The table lists the six vibrations of gallium arsenide at three wave vectors. Phonon q row 1 is Γ, where every unit cell moves in step. Phonon q rows 2 and 3 are the zone-boundary points L and X, where the motion reverses between alternate planes of cells. The frequencies come from density-functional theory in the LDA, for a fixed cell.

Harmonic phonons of GaAs at a fixed cell, computed with ABINIT 10.8.3 in the LDA with JTH v2.0 sp PAW datasets, a 326.5 eV plane-wave cutoff and a 4×4×4 k mesh with four shifts. Phonon q rows 1–3 are (0, 0, 0), (½, 0, 0) and (½, ½, 0) in units of the reciprocal lattice vectors. At Γ the acoustic sum rule is imposed and the LO–TO splitting is left out.

| row | phonon q row (row) | phonon frequency (cm⁻¹) |
| --- | --- | --- |
| 1 | 1 | 0.00 |
| 2 | 1 | 0.00 |
| 3 | 1 | 0.00 |
| 4 | 1 | 261.70 |
| 5 | 1 | 261.70 |
| 6 | 1 | 261.70 |
| 7 | 2 | 64.30 |
| 8 | 2 | 64.30 |
| 9 | 2 | 204.70 |
| 10 | 2 | 228.10 |
| 11 | 2 | 253.60 |
| 12 | 2 | 253.60 |
| 13 | 3 | 80.60 |
| 14 | 3 | 80.60 |
| 15 | 3 | 214.00 |
| 16 | 3 | 232.50 |
| 17 | 3 | 244.10 |
| 18 | 3 | 244.10 |

**(a) Suppose that only springs between neighbouring Ga and As atoms hold the crystal. Which combination of the six frequencies should then be the same for every wave vector, and do L and X obey?**

*Solution.* Hold all atoms still except one, and push it. The force that drives it back depends on its own springs and not on any wave. A wave only decides how the neighbours move along, which makes some vibrations stiffer and others softer. The total stiffness is shared out differently, but it doesn't change.

In formulas, the squared frequencies ν² are the eigenvalues of the mass-weighted stiffness matrix, and their sum equals the sum of its diagonal:

Σν² ∝ K(Ga)/m(Ga) + K(As)/m(As)

Here m is the mass of an atom, and K is its restoring stiffness added over three directions. The Ga–As coupling, which carries the wave vector, stands off the diagonal and drops out.

The single modes don't look constant at all. From L to X the lowest pair rises from 64.3 to 80.6 cm⁻¹, while the highest pair falls from 253.6 to 244.1 cm⁻¹. Yet in the sum of squares the loss of the highest pair nearly cancels the gains of the other four modes. The total at X exceeds that at L by only 0.5 %.

**(b) Form the same sum at Γ. Which rows break the rule, by how much, and why?**

*Solution.* The sum at Γ is 11 % below the mean of L and X. Rows 1–3 are not to blame: they describe the crystal moving as a whole, which stretches no spring, and the calculation sets them to exactly zero. If the rule holds, the shortfall must lie in rows 4–6, three equal frequencies of 261.7 cm⁻¹ in which the Ga atoms move against the As atoms.

The two kinds of atom carry opposite effective charges. In a long wave whose atoms move along the direction of travel, charge piles up in sheets, and the electric field between the sheets adds a restoring force. This longitudinal optical (LO) mode should lie above the two transverse (TO) ones. The listed Γ modes leave this field out, so all three appear at the TO frequency. At L and X the field alternates over a few atomic planes and is part of the ordinary forces. Electric forces also act between like atoms, but for point charges in a uniform medium they keep the sum of squares constant at every finite wavelength. The rule should therefore be tested with the field included.

Theory gives the size of the effect:

ν²(LO) − ν²(TO) ∝ 4πe²Z²/(Vεμ)

The same calculation gives an effective charge Z = 2.416 and an electronic dielectric constant ε = 16.64. The cell volume V is 2 × 22.59 Å³, and μ is the reduced mass of Ga and As, about 36 atomic mass units. The difference of the squares then amounts to 10.6 thousand cm⁻², so that

ν(LO) = √(261.7² + 10 600) ≈ 281 cm⁻¹

One of the three equal rows should thus stand about 19 cm⁻¹ higher. The formula also tells what to look for in a related crystal: larger charges and weaker screening widen the splitting. In germanium, where both atoms are alike and Z is zero, the threefold frequency is genuine.

**(c) Does the field restore the whole sum?**

*Solution.* It restores about 41 % of the shortfall. A strictly constant sum would need an LO mode at 307 cm⁻¹, well above the estimate of 281 cm⁻¹. The rule may be too strict, the field term too small, or both.

The rule is indeed too strict, because atoms of the same kind also act on each other in other ways, for instance when the angle between two bonds resists bending. Their coupling stands on the diagonal and does vary with the wave. If only the twelve nearest like atoms count, its weight is 12 at Γ, 0 at L and −4 at X. The sums at L and X fix the two constants of this model, so only Γ is a prediction, and there the LO mode would have to lie near 300 cm⁻¹. This value is rough: it rests on the small difference between L and X, the wave cutoff is below the one suggested for these PAW datasets, and no convergence test was made.

The field term is uncertain too. The calculated dielectric constant lies well above the measured value of roughly 11. LDA tends to make the screening in semiconductors too strong, and the k mesh is coarse for a response to an electric field, which can spoil the charge as well. The output also gives an LO estimate with ε = 11, but that is no fair test of the rule. It mixes measured screening with a calculated charge, while the sums at L and X contain the screening of LDA.

Between the field estimate and the like-atom model there remains a gap of about 19 cm⁻¹. More distant like atoms may close it. The next shell has the weights 6 at Γ, −6 at L and 6 at X. If it acts in the same sense as the first, the two shells can nearly cancel in the difference between L and X and still add up at Γ. The close agreement of L and X would then hide forces that come to light at Γ, but three wave vectors can't test this. The sums and both estimates are in the output below.

Numerical output:

```
Sum of squared frequencies at Gamma as listed (1000 cm^-2): 205.5
Sum of squared frequencies at L (1000 cm^-2): 230.8
Sum of squared frequencies at X (1000 cm^-2): 232
Sum at X above sum at L (percent): 0.5147
Change L to X from the TA pair (1000 cm^-2): 4.724
Change L to X from the lower single mode (1000 cm^-2): 3.894
Change L to X from the upper single mode (1000 cm^-2): 2.027
Change L to X from the TO pair (1000 cm^-2): -9.456
Net change L to X (1000 cm^-2): 1.188
Shortfall at Gamma against the mean of L and X (1000 cm^-2): 25.96
Shortfall at Gamma against the mean of L and X (percent): 11.22
Missing field term from the run's charge and dielectric constant (1000 cm^-2): 10.58
LO frequency at Gamma with this field term (cm^-1): 281.2
LO minus TO at Gamma with this field term (cm^-1): 19.49
Part of the shortfall that the field term restores (percent): 40.76
Shortfall left after the field term (percent of the mean sum): 6.645
LO frequency with a rough dielectric constant of 11 (cm^-1): 290.7
Part of the shortfall restored with a rough dielectric constant of 11 (percent): 61.65
LO frequency that a constant sum would need (cm^-1): 307.3
Sum at Gamma predicted with the nearest like-atom shell (1000 cm^-2): 227.3
LO frequency that the like-atom shell model would need (cm^-1): 300.5
```
